**Question: the orbital gap of H3NbO triples with exact exchange, but the ionisation energy hardly moves. What is going on?**

I ran H3NbO with five methods at one fixed geometry:

Singlet H3NbO in the gas phase at one PBE0 geometry: PySCF 2.14.0, def2-TZVP (28-electron core potential on Nb), density fitting, no spin-orbit coupling, unrestricted open shells, frozen cores in MP2 and CCSD(T). Atomisation is to high-spin ground-configuration atoms, without zero-point energy. Ionisation and attachment are vertical total-energy differences.

```tsv
method	exact exchange, long range (%)	atomisation (kJ/mol)	ionisation (eV)	attachment (eV)	HOMO (eV)	LUMO (eV)	dipole (D)
PBE	0	1665	11.08	0.86	-7.76	-3.69	2.17
PBE0	25	1550	11.45	1.02	-9.16	-2.81	2.48
HF	100	891	10.98	0.83	-12.67	0.42	3.18
CCSD(T)	n/a	1587	n/a	n/a	n/a	n/a	n/a
MP2	n/a	1628	11.29	0.59	n/a	n/a	n/a
```

My questions, easiest first:

1. Why does HF bind so much less than the rest?
2. Why does the dipole grow with exact exchange?
3. Why do HOMO and LUMO fly apart while ionisation and attachment stay put?
4. Is PBE0 simply a quarter of the way from PBE to HF?
5. Why does ionisation peak at PBE0?
6. What would half exact exchange, or diffuse functions, change?
7. Which digits can I trust?

**Answer**

Going from PBE through PBE0 to HF changes two things. The share $a$ of exact exchange rises (0, 0.25 and 1, by the definitions of the methods), and at the last step correlation is switched off as well. The answers come from keeping those two changes apart. IE and EA below are the ionisation and attachment columns, both differences of total energies at the neutral geometry, and $\varepsilon_H$, $\varepsilon_L$ are the HOMO and LUMO energies of the neutral singlet.

**1. Atomisation.** The free atoms carry ten unpaired electrons, five on Nb, two on O and one on each H, and the molecule pairs them all. Parallel spins already avoid each other through exchange, whereas two opposite spins in one orbital do so only through correlation. Pairing therefore creates correlation energy that HF leaves out, which is standard. HF lies 696 kJ/mol below CCSD(T), 44 % of the CCSD(T) value.

Divided over five new pairs, that deficit is 139 kJ/mol or 1.44 eV per pair. The recalled rough size for an ordinary electron pair is 1 eV, so the order is right. The division is only a count, since correlation between different pairs changes on bonding too.

**2. Dipole.** Formally this is Nb(V) with an empty d shell, but the bonds to O and H return roughly three electrons to Nb d functions. A semilocal functional lets each electron partly repel itself, and theory argues that this favours spreading charge back onto the metal, while exact exchange removes the self-repulsion and leaves the bonds more ionic. The same runs show the shift: the Mulliken charge on Nb rises from 0.79 in PBE to 1.19 in HF. That is a factor of 1.51, close to the factor of 1.47 in the dipole.

Point charges at the nuclei give the order of the three dipoles but overshoot the calculated values by 29 to 37 %. The negative hydrogens sit on the side away from O and cancel about a fifth of the Nb–O part. Mulliken charges depend on the basis and ignore the shape of each atom's cloud, so the agreement in trend carries more weight than the sizes. The HF end also reflects the absence of correlation, which question 4 separates out.

**3. Orbital energies against energy differences.** Picture removing the electron in small fractions. The orbital energy is the price of the first sliver, and IE is the total for the whole electron. In the exact theory the price is constant, so the energy $E(N)$ is a straight line between whole electron numbers $N$. In PBE the electron repels itself, the first sliver comes cheap and later ones cost more, whereas in HF the self-repulsion cancels and the other electrons relax towards the growing hole, so that later slivers cost less.

By Janak's theorem the slope of $E(N)$ at the neutral molecule is $\varepsilon_H$ on the removal side and $\varepsilon_L$ on the addition side. Take each side as a parabola of curvature $U$, so that $E(N_0-1)=E(N_0)-\varepsilon_H+U/2$ and $E(N_0+1)=E(N_0)+\varepsilon_L+U/2$. This gives

$$-\varepsilon_H-\mathrm{IE}=-\tfrac{U}{2},\qquad -\varepsilon_L-\mathrm{EA}=+\tfrac{U}{2},\qquad U\approx(1-a)\,J-R .$$

Here $J$ is the self-repulsion of the frontier orbital that semilocal exchange leaves uncancelled, and $R$ is the opposite bending from relaxation.

The model requires offsets of opposite sign on the two sides, and reversed signs in HF if $J$ exceeds $R$. The table shows both, with the change falling between PBE0 and HF, a place the model doesn't fix beforehand. In PBE they are $-3.32$ eV for the HOMO and $+2.83$ eV for the LUMO, and in HF $+1.69$ and $-1.25$ eV. The HF pair is pure orbital relaxation in the unrestricted ions, because Koopmans' theorem equates HF orbital energies with frozen-orbital energy differences. The mirror symmetry is approximate, as each side has its own $J$ and $R$.

The orbital gap is thus IE − EA minus the two half-curvatures. It runs from 4.07 eV in PBE to 13.09 eV in HF, while IE − EA stays between 10.15 and 10.43 eV for the three methods. At whole electron numbers these methods nearly agree, and they disagree on the path in between. The centre of the two orbital energies, with its sign reversed, stays within a quarter of an eV of the mean of IE and EA, as a near cancellation of the offsets requires.

The size is plausible. The HOMO offset changes by 4.12 eV per unit $a$ between PBE and PBE0, which the model reads as $J/2$. A charge spread on a sphere of radius $r$ has $J=e^2/4\pi\varepsilon_0 r\approx 14\ \text{eV Å}/r$, which gives $r\approx 1.7$ Å, about a bond length. This checks the order of magnitude only, since lines drawn to HF instead give radii from 1.4 to 1.8 Å.

**4. The quarter-way test.** PBE0 holds a quarter of exact exchange, three quarters of PBE exchange and all of PBE correlation. The mixture $0.75\,X_\mathrm{PBE}+0.25\,X_\mathrm{HF}$ of any quantity $X$ has the same exchange but only three quarters of the correlation. To first order, neglecting the change of density, its miss is a quarter of what PBE correlation adds to $X$. Linearity in exchange is built into the functional, so the comparison probes the correlation part and the response of the density.

The line uses only PBE and HF, has no adjustable constant, and leaves PBE0 as its single test point. For the LUMO offset:

$$0.75\,(2.83)+0.25\,(-1.25)=1.81\ \text{eV},\qquad \text{table: } 2.81-1.02=1.79\ \text{eV}.$$

The miss is of the size of the rounding, and the orbital gap does about as well. Both successes rest on cancellation, since EA alone lies 0.17 eV above its mixture and the two levels are off as well. HOMO and LUMO separately lie 0.17 and 0.15 eV below the mixture, as a correlation potential that lowers both levels alike would make them, though that reading is argued. The dipole lies 0.06 D above its mixture. Read the same way, PBE correlation adds about 0.23 D, so dropping it would work against the 1.01 D rise, and exact exchange would account for more than all of it. A curved response of the density could give the same miss, so only the leading role of exchange in question 2 is safe. The printed analysis after this answer lists the misses for all nine quantities.

Atomisation fails the test in an instructive way. The miss of 78.5 kJ/mol, times four, assigns 314 kJ/mol of binding to PBE correlation, less than half of the CCSD(T) correlation part. The rest of the step from HF to PBE, 460 kJ/mol, comes from swapping exact for PBE exchange. It is standard that semilocal exchange imitates the left-right correlation of bonds, so the two names divide the energy differently in a functional and in a wavefunction method.

In these terms the order of PBE and PBE0 reads as follows. PBE overshoots CCSD(T) by 78 kJ/mol. PBE0 gives up a quarter of the exchange term, 115 kJ/mol, and lands 37 kJ/mol below CCSD(T). This describes the order but doesn't test the split, which was itself made from the difference of these two rows. It is a first-order extrapolation from one step in $a$, so its sizes are rough.

**5. The peak in ionisation.** The two changes pull in opposite directions. Exact exchange at fixed correlation raises IE from 11.08 to 11.45 eV. Dropping correlation lowers it, because ionisation breaks a pair and the neutral molecule has more correlation energy to lose than the cation. MP2 shows that sign directly: it adds about 0.3 eV to HF, all of it from opposite-spin pairs, with a small same-spin term working against it.

The size fits less well than the sign. The quarter-way test implies a correlation term of about 1.6 eV, five times the MP2 value. The division seen for atomisation doesn't account for this, since there the PBE correlation term came out smaller than the wavefunction one, not larger. The first-order estimate also neglects how the density of the cation responds to exact exchange. One untested guess along that line is that the unrestricted HF cation breaks the symmetry and holds the hole on one ligand, gaining relaxation that the functionals don't. Another is that its hole sits in a different orbital from theirs. Either would suit the fact that the HOMO offset misses the line by 0.22 eV while the LUMO offset meets it.

**6. Changed settings.** For half exact exchange the mixing rule gives an orbital gap of $4.07+0.5\,(13.09-4.07)\approx 8.6$ eV, with IE − EA still near 10 eV, a larger dipole and weaker binding than in PBE0. This is an interpolation supported by one test point. Both offsets would shrink, and the straight lines cross zero between 66 and 81 % exact exchange, too wide a range to tune a functional by. Diffuse functions would mainly lower the anion, so every attachment energy in the table should be read as too low, and IE − EA as somewhat too high. The HF LUMO lies above zero, which means an unbound electron, so its energy depends strongly on the basis. With diffuse functions it would be expected to fall towards zero and take about 0.4 eV off the HF orbital gap. The close match of the LUMO offset in question 4 therefore belongs to this basis.

**7. Digits.** The printed digits belong to these settings, and the spread over methods is the better guide. IE spans 0.47 eV and EA 0.43 eV, so about 11 eV is safe for ionisation, while for attachment the table supports a positive sign and a size near 1 eV. The small gap between the PBE and HF attachments is far inside that spread and means nothing. MP2 puts attachment below HF, with less correlation energy in the anion than in the neutral molecule, and the loss is all in the opposite-spin part. The added electron may fill an orbital that the pairs of the neutral molecule use to avoid each other, and the slight spin contamination of the anion may play a part too. Both are guesses.

For atomisation the four correlated methods span 115 kJ/mol around 1600. CCSD(T) is a soft reference here: the triple-zeta basis recovers correlation incompletely, and the open-shell Nb atom rests on one determinant, which may not be its lowest, without spin-orbit coupling. The data makers' notes also caution about large T1 diagnostics and multireference character, but that comes from their tests on other systems, and the CCSD(T) run on this molecule converged without any such warning. PBE0 at $-37$ and MP2 at $+41$ kJ/mol relative to CCSD(T) still can't be ranked, because of the basis and the Nb atom, whereas the HF failure is many times larger than these doubts. All values refer to the one PBE0 structure with a closed shell imposed, without zero-point energy, and its stability against losing H2 or rearranging was not examined.

Output of the analysis:

```
Atomisation minus CCSD(T), kJ/mol (rounding 1):
  HF: -696 (-43.9 %)
  PBE0: -37 (-2.3 %)
  MP2: +41 (+2.6 %)
  PBE: +78 (+4.9 %)
Correlation part: CCSD(T) 696, MP2 737 kJ/mol (MP2/CCSD(T) 106 %)
  per new pair (5 pairs): 139 kJ/mol = 1.44 eV
Gaps, offsets and midpoints, eV (rounding 0.01):
  PBE: LUMO-HOMO 4.07, IE-EA 10.22, -HOMO-IE -3.32, -LUMO-EA +2.83
     -(HOMO+LUMO)/2 5.725, (IE+EA)/2 5.970
  PBE0: LUMO-HOMO 6.35, IE-EA 10.43, -HOMO-IE -2.29, -LUMO-EA +1.79
     -(HOMO+LUMO)/2 5.985, (IE+EA)/2 6.235
  HF: LUMO-HOMO 13.09, IE-EA 10.15, -HOMO-IE +1.69, -LUMO-EA -1.25
     -(HOMO+LUMO)/2 6.125, (IE+EA)/2 5.905
  MP2: IE-EA 10.70; orbital gap HF/PBE 3.22
  -HOMO-IE, line PBE-PBE0: slope +4.12 eV, zero at 81 %, sphere radius 1.7 A
  -HOMO-IE, line PBE-HF: slope +5.01 eV, zero at 66 %, sphere radius 1.4 A
  -LUMO-EA, line PBE-PBE0: slope -4.16 eV, zero at 68 %, sphere radius 1.7 A
  -LUMO-EA, line PBE-HF: slope -4.08 eV, zero at 69 %, sphere radius 1.8 A
PBE0 from linear mixing of PBE and HF; miss/a = implied PBE correlation term:
  atomisation kJ/mol: mixed 1471.50, table 1550.00, miss +78.500 (rounding 1), miss/a +314.00
  IE eV: mixed 11.05, table 11.45, miss +0.395 (rounding 0.01), miss/a +1.58
  EA eV: mixed 0.85, table 1.02, miss +0.167 (rounding 0.01), miss/a +0.67
  HOMO eV: mixed -8.99, table -9.16, miss -0.172 (rounding 0.01), miss/a -0.69
  LUMO eV: mixed -2.66, table -2.81, miss -0.147 (rounding 0.01), miss/a -0.59
  orbital gap eV: mixed 6.33, table 6.35, miss +0.025 (rounding 0.02), miss/a +0.10
  -HOMO-IE eV: mixed -2.07, table -2.29, miss -0.222 (rounding 0.02), miss/a -0.89
  -LUMO-EA eV: mixed 1.81, table 1.79, miss -0.020 (rounding 0.02), miss/a -0.08
  dipole D: mixed 2.42, table 2.48, miss +0.058 (rounding 0.01), miss/a +0.23
  atomisation slope PBE-PBE0 -460 kJ/mol per unit a; at a=1 1205
Point-charge dipole along O to Nb, D (geometry rounding about 0.05):
  PBE: q(Nb) 0.79, O +3.46, 3 H -0.66, sum 2.81, table 2.17, ratio 1.29
  PBE0: q(Nb) 0.86, O +3.90, 3 H -0.69, sum 3.21, table 2.48, ratio 1.30
  HF: q(Nb) 1.19, O +5.31, 3 H -0.97, sum 4.34, table 3.18, ratio 1.37
  HF/PBE: dipole 1.47, Nb charge 1.51
MP2-HF IE, eV: same spin -0.076, opposite +0.380, sum +0.304, table +0.31
MP2-HF EA, eV: same spin +0.009, opposite -0.253, sum -0.245, table -0.24
Spread over methods, AE: 774.00 kJ/mol
Spread over methods, IE: 0.47 eV
Spread over methods, EA: 0.43 eV
Spread over methods, dipole: 1.01 D
Spread of atomisation without HF (no correlation): 115 kJ/mol
```
